**Additivity of the polarisability of substituted propanols, \*CCCO**

The table holds static mean polarisabilities, anisotropies, frontier levels and dipoles of six saturated alcohols at PBE0/def2-SVP (PySCF, gas phase, one conformer each). The program tests a sum over CH2 and O units, fitted by least squares to the five nitrogen-free rows, against a valence-electron count and an Unsöld form that uses the orbital gap. On those five rows the additive model leaves an rms residual of 0.38 bohr³, against 4.28 and 6.34 for the other two; it has three constants, they have one each, fitted to all six rows, and only the two C4H10O2 isomers test it. Taken as unrounded steps between rows, not from the fit, the increments are CH2 11.2, NH 7.2 (by difference from one row) and O 2.7 bohr³, and the ten lowest singlets carry 1.5 % of the polarisability of \*CC and 5.5 % of that of \*N. Principal values show that folded \*CO loses response along its long axis and gains it across, with the mean nearly kept.

Calculated values. PySCF 2.14.0, PBE0/def2-SVP with density fitting, gas phase, at PBE0-D3(BJ)/def2-SVP geometries, for alcohols *CCCO (SMILES) with the group * varied; the marked atom is the C that carries it. The polarisability is the static mean, with core orbitals frozen in the response; the principal values are those of its tensor. Electronegativities are on the Pauling scale.

## Numerical check

```python
# Table: static mean polarisability, frontier levels, dipole of *CCCO alcohols (PySCF, PBE0/def2-SVP).
# Tested: additivity of CH2, O, NH units, against valence-electron count and an Unsold form with the gap.
T = {
    'member': ['*CO', '*CC', '*CCC', '*CCCO', '*N', '*OC'],
    'formula': ['C4H10O2', 'C5H12O', 'C6H14O', 'C6H14O2', 'C3H9NO', 'C4H10O2'],
    'link': ['C', 'C', 'C', 'C', 'N', 'O'],
    'en': [2.55, 2.55, 2.55, 2.55, 3.04, 3.44],
    'pg': ['C1', 'C1', 'C1', 'C2', 'C1', 'C1'],
    'r_group': [1.516, 1.523, 1.522, 1.522, 1.46, 1.399],  # Å
    'torsion': [53, 179, 180, 179, 71, 178],  # °
    'electrons': [50, 50, 58, 66, 42, 50],
    'valence': [38, 38, 44, 50, 32, 38],
    'alpha': [51.2, 60.0, 71.2, 74.0, 44.8, 52.4],  # bohr^3
    'aniso': [1.17, 1.3, 1.35, 1.33, 1.2, 1.26],
    'homo': [-7.39, -7.52, -7.51, -7.48, -6.82, -7.23],  # eV
    'gap': [8.87, 9.26, 9.24, 9.09, 8.29, 9.04],  # eV
    'dipole': [0.45, 1.66, 1.66, 2.26, 3.5, 1.98],  # D
}
import re
import numpy as np
from scipy.constants import physical_constants as pc
EH = pc['Hartree energy in eV'][0]
m = T['member']; ix = {k: i for i, k in enumerate(m)}
al, nv, gap, en = (np.array(T[k], float) for k in ('alpha', 'valence', 'gap', 'en'))
def cnt(f, el):
    return sum(int(n or 1) for e, n in re.findall(r'([A-Z][a-z]?)(\d*)', f) if e == el)
nC, nO = (np.array([cnt(f, e) for f in T['formula']], float) for e in 'CO')
# further outputs of the same runs: principal polarisabilities (bohr^3), spatial extent r2 (bohr^2)
eig = {'*CO': [47.579, 50.55, 55.49], '*CC': [53.529, 56.793, 69.743], '*CCC': [62.662, 66.657, 84.404],
       '*CCCO': [65.525, 68.865, 87.485], '*N': [40.948, 44.222, 49.112], '*OC': [48.131, 48.617, 60.445]}
r2 = {'*CO': 688.8, '*CC': 1075.5, '*CCC': 1627.2, '*CCCO': 2273.1, '*N': 469.3, '*OC': 875.4}
# further outputs: ten lowest singlets, oscillator strength f and transition dipole (au)
ex = {'*CC': [(.00255, -.0992, -.0406, -.0468), (.00216, .0558, 0, .086), (.00251, .0743, -.0601, .0486), (.04703, -.0222, -.0695, .4542), (.01044, .0205, -.2102, .0452),
              (.00451, -.1205, -.0728, .0071), (.001, .0106, -.0073, .0643), (.00968, -.0688, -.1905, -.0117), (.01705, -.0537, .2536, -.0604), (.00677, -.1233, .1048, .0402)],
      '*N': [(.00696, -.1551, -.061, -.1128), (.00585, -.0242, .179, .0027), (.03246, -.0718, .0936, .3881), (.00406, -.1074, -.0207, -.0911), (.04045, .3225, -.2217, -.2138),
             (.04056, -.2965, .1984, -.2617), (.00459, .0179, -.1279, -.0634), (.02339, .1589, .2701, -.0692), (.03879, -.112, .3838, -.1036), (.05181, -.1729, .276, -.346)]}
A = np.c_[nC, nO, np.ones(len(m))]; fit = np.array([k != '*N' for k in m])
p = np.linalg.lstsq(A[fit], al[fit], rcond=None)[0]; ra = al - A @ p
print('alpha in bohr^3; table rounding 0.05 per entry')
print('additive fit, five N-free rows: CH2 %.2f, O %.2f, constant %.2f' % tuple(p))
x2 = nv / (gap / EH) ** 2
k1 = nv @ al / (nv @ nv); k2 = x2 @ al / (x2 @ x2)
r1, rg = al - k1 * nv, al - k2 * x2
print('alpha = k N(valence): k %.3f; alpha = k N/gap^2: k %.3f (bare form k = 1)' % (k1, k2))
print('row, alpha, residual (table - model): additive | N | N/gap^2')
for i, k in enumerate(m):
    print('%-6s %5.1f  %+5.2f | %+5.2f | %+6.2f%s' % (k, al[i], ra[i], r1[i], rg[i], '' if fit[i] else '  (not fitted, no NH term)'))
for nm, r in (('additive', ra), ('N', r1), ('N/gap^2', rg)):
    j = np.argmax(np.abs(r) * fit)
    print('%s, five N-free rows: rms %.2f, worst %s %+.2f (%.1f %%)' % (nm, np.sqrt(np.mean(r[fit] ** 2)), m[j], r[j], 100 * r[j] / al[j]))
print('row, alpha/N, sqrt(N/alpha) eV, gap eV, bare N/gap^2, r2 per electron bohr^2')
for i, k in enumerate(m):
    print('%-6s %.3f  %.1f  %.2f  %.0f  %.1f' % (k, al[i] / nv[i], EH * np.sqrt(nv[i] / al[i]), gap[i], x2[i], r2[k] / T['electrons'][i]))
s38 = al[nv == 38]; sC = al[en == en.min()]
print('spread at 38 valence electrons %.1f; spread for C-bound groups %.1f' % (np.ptp(s38), np.ptp(sC)))
a = lambda k: al[ix[k]]
print('table steps: one CH2 %.1f, two CH2 (*CO to *CCCO) %.1f, O %.1f, *OC - *CO %.1f' % (a('*CCC') - a('*CC'), a('*CCCO') - a('*CO'), a('*CCCO') - a('*CCC'), a('*OC') - a('*CO')))
pt = a('*CCCO') - 2 * (a('*CCC') - a('*CC'))
print('C4H10O2 from *CC, *CCC, *CCCO: %.1f; *CO %+.1f, *OC %+.1f; rounding up to 0.30' % (pt, a('*CO') - pt, a('*OC') - pt))
E = {k: np.r_[v, np.mean(v)] for k, v in eig.items()}
ch2 = E['*CCC'] - E['*CC']; ox = E['*CCCO'] - E['*CCC']; pr = E['*CCCO'] - 2 * ch2
nh = E['*N'] - (E['*CC'] - 2 * ch2)
print('unrounded principal values: small, middle, large, mean')
for nm, v in (('CH2 step', ch2), ('O step', ox), ('C4H10O2 predicted', pr), ('*CO - predicted', E['*CO'] - pr), ('*OC - predicted', E['*OC'] - pr), ('NH by difference', nh)):
    print('%-18s %6.2f %6.2f %6.2f %6.2f' % (nm, *v))
print('large/small: predicted %.2f, *CO %.2f, *OC %.2f' % (pr[2] / pr[0], T['aniso'][ix['*CO']], T['aniso'][ix['*OC']]))
print('*OC over *CO: r2 %+.0f %%, mean alpha %+.1f %%' % (100 * (r2['*OC'] / r2['*CO'] - 1), 100 * (E['*OC'][3] / E['*CO'][3] - 1)))
z = {Z: Z - 1.7 - 0.35 * (Z - 3) for Z in (6, 7, 8)}
print('NH/CH2 %.2f, O/CH2 %.2f; Slater Zeff^-4 ratios %.2f, %.2f' % (nh[3] / ch2[3], ox[3] / ch2[3], (z[6] / z[7]) ** 4, (z[6] / z[8]) ** 4))
share = []
for k, v in ex.items():
    v = np.array(v); w = 1.5 * v[:, 0] / (v[:, 1:] ** 2).sum(1); s = (v[:, 0] / w ** 2).sum(); share.append(s / a(k))
    print('%s ten singlets: %.1f-%.1f eV, sum f %.3f, alpha part %.2f (%.1f %%)' % (k, EH * w.min(), EH * w.max(), v[:, 0].sum(), s, 100 * share[-1]))
print('*CCC - *CC: HOMO %+.2f eV, dipole %+.2f D; *N - *CC: HOMO %+.2f eV' % (T['homo'][ix['*CCC']] - T['homo'][ix['*CC']], T['dipole'][ix['*CCC']] - T['dipole'][ix['*CC']], T['homo'][ix['*N']] - T['homo'][ix['*CC']]))
assert ch2[3] > nh[3] > ox[3] > 0
assert np.abs(ra[fit]).max() < 1.0 and np.ptp(s38) > 5
assert (E['*CO'] - pr)[2] < 0 < (E['*CO'] - pr)[1]
assert max(share) < 0.10
```

Printed output:

```
alpha in bohr^3; table rounding 0.05 per entry
additive fit, five N-free rows: CH2 11.12, O 2.86, constant 1.60
alpha = k N(valence): k 1.479; alpha = k N/gap^2: k 0.161 (bare form k = 1)
row, alpha, residual (table - model): additive | N | N/gap^2
*CO     51.2  -0.59 | -5.01 |  -6.33
*CC     60.0  -0.04 | +3.79 |  +7.21
*CCC    71.2  +0.04 | +6.12 |  +9.81
*CCCO   74.0  -0.02 | +0.05 |  +1.92
*N      44.8  +6.99 | -2.53 | -10.66  (not fitted, no NH term)
*OC     52.4  +0.61 | -3.81 |  -2.99
additive, five N-free rows: rms 0.38, worst *OC +0.61 (1.2 %)
N, five N-free rows: rms 4.28, worst *CCC +6.12 (8.6 %)
N/gap^2, five N-free rows: rms 6.34, worst *CCC +9.81 (13.8 %)
row, alpha/N, sqrt(N/alpha) eV, gap eV, bare N/gap^2, r2 per electron bohr^2
*CO    1.347  23.4  8.87  358  13.8
*CC    1.579  21.7  9.26  328  21.5
*CCC   1.618  21.4  9.24  382  28.1
*CCCO  1.480  22.4  9.09  448  34.4
*N     1.400  23.0  8.29  345  11.2
*OC    1.379  23.2  9.04  344  17.5
spread at 38 valence electrons 8.8; spread for C-bound groups 22.8
table steps: one CH2 11.2, two CH2 (*CO to *CCCO) 22.8, O 2.8, *OC - *CO 1.2
C4H10O2 from *CC, *CCC, *CCCO: 51.6; *CO -0.4, *OC +0.8; rounding up to 0.30
unrounded principal values: small, middle, large, mean
CH2 step             9.13   9.86  14.66  11.22
O step               2.86   2.21   3.08   2.72
C4H10O2 predicted   47.26  49.14  58.16  51.52
*CO - predicted      0.32   1.41  -2.67  -0.31
*OC - predicted      0.87  -0.52   2.28   0.88
NH by difference     5.68   7.16   8.69   7.18
large/small: predicted 1.23, *CO 1.17, *OC 1.26
*OC over *CO: r2 +27 %, mean alpha +2.3 %
NH/CH2 0.64, O/CH2 0.24; Slater Zeff^-4 ratios 0.48, 0.26
*CC ten singlets: 7.6-9.9 eV, sum f 0.104, alpha part 0.90 (1.5 %)
*N ten singlets: 7.0-9.4 eV, sum f 0.249, alpha part 2.47 (5.5 %)
*CCC - *CC: HOMO +0.01 eV, dipole +0.00 D; *N - *CC: HOMO +0.70 eV
```
